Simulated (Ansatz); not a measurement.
# Li2O3: energy above lowest point and pressure against volume per atom

Results calculated with Ansatz 0.2.0 development build, not measured. Equation of state of a cubic crystal from periodic Kohn-Sham density functional theory without spin; pressure corrected for the finite basis.

Cell of the first row (space group Pn-3m, No. 224):
```
Li2O3
1.0
      4.3825     0.0000     0.0000
      0.0000     4.3825     0.0000
      0.0000     0.0000     4.3825
Li O
4 6
Direct
  0.25000 0.25000 0.25000
  0.75000 0.75000 0.25000
  0.75000 0.25000 0.75000
  0.25000 0.75000 0.75000
  0.50000 0.00000 0.00000
  0.00000 0.50000 0.00000
  0.00000 0.00000 0.50000
  0.50000 0.50000 0.00000
  0.50000 0.00000 0.50000
  0.00000 0.50000 0.50000
```

Settings of every row: formula Li2O3; structure type cubic X2O3; functional PBE; spin treatment none; k mesh 12x12x12; occupation method fermi-dirac; occupation width 0.061225619 eV; wave cutoff 700 eV; datasets hard PAW; density cutoff ratio 4.

Limits: a cubic model structure, not a phase known at ambient conditions; modest k-mesh, values are not fully converged in k.

| row | volume per atom (Å³) | energy above lowest point (meV/atom) | pressure (GPa) |
| --- | --- | --- | --- |
| 1 | 8.417 | 9.48 | 5.868 |
| 2 | 8.597 | 4.14 | 3.735 |
| 3 | 8.776 | 1.05 | 1.818 |
| 4 | 8.955 | 0 | 0.095 |
| 5 | 9.134 | ? | ? |
| 6 | 9.313 | 3.19 | -2.848 |
| 7 | 9.492 | 7.09 | -4.1 |

Question: what energy above lowest point and pressure should row 5 give?

Worked fit of energy above lowest point. Take u = (V_r/V)^(2/3) − 1 with V_r = 8.8655 Å³ an atom, which is twice the finite (Eulerian) strain; such expansions in the strain, on which the Birch-Murnaghan equation of state is built, carry the rest volume and the bulk modulus. The shown rows have u = 0.03522, 0.02071, 0.00679, -0.00667, -0.0323, -0.0445. Least squares give energy above lowest point = 0.289 + 78.12 × u + 5192 × u² meV/atom; a straight line predicts inner rows, each left out in turn, worse (root mean square 3.2 against 0.01 meV/atom). The rows lie off it by 0.00, 0.01, -0.01, 0.00, 0.01, 0.00. Its lowest point lies at u = -0.0075, or V = 8.966 Å³ an atom, and the curvature there gives the bulk modulus at fixed shape and fractions, B = (4/9)(1 + u)² E″(u)/V = 81.2 GPa. The withheld row has u = -0.01969, so the fit gives 0.289 + 78.12 × (-0.01969) + 5192 × (-0.01969)² = 0.76 meV/atom.

The calculation gave 0.78 meV/atom. The fit lies 0.02 meV/atom (2.6 % of the value, 0.21 % of the column's range) below it; its largest miss of a shown row is 0.01 meV/atom.

Worked fit of pressure. Take u = (V_r/V)^(2/3) − 1 with V_r = 8.8655 Å³ an atom, which is twice the finite (Eulerian) strain; such expansions in the strain, on which the Birch-Murnaghan equation of state is built, carry the rest volume and the bulk modulus. The shown rows have u = 0.03522, 0.02071, 0.00679, -0.00667, -0.0323, -0.0445. Least squares give pressure = 0.9348 + 128.147 × u + 338.27 × u² GPa; a straight line predicts inner rows, each left out in turn, worse (root mean square 0.21 against 0.0034 GPa). The rows lie off it by 0.000, 0.001, -0.003, 0.000, 0.003, -0.002. The pressure vanishes at u = -0.0074, or V = 8.965 Å³ an atom, and there the bulk modulus at fixed shape and fractions is B = −V dP/dV = (2/3)(1 + u) dP/du = 81.5 GPa. The withheld row has u = -0.01969, so the fit gives 0.9348 + 128.147 × (-0.01969) + 338.27 × (-0.01969)² = -1.457 GPa.

The calculation gave -1.455 GPa. The fit lies 0.002 GPa (0.02 % of the column's range) below it; its largest miss of a shown row is 0.003 GPa.
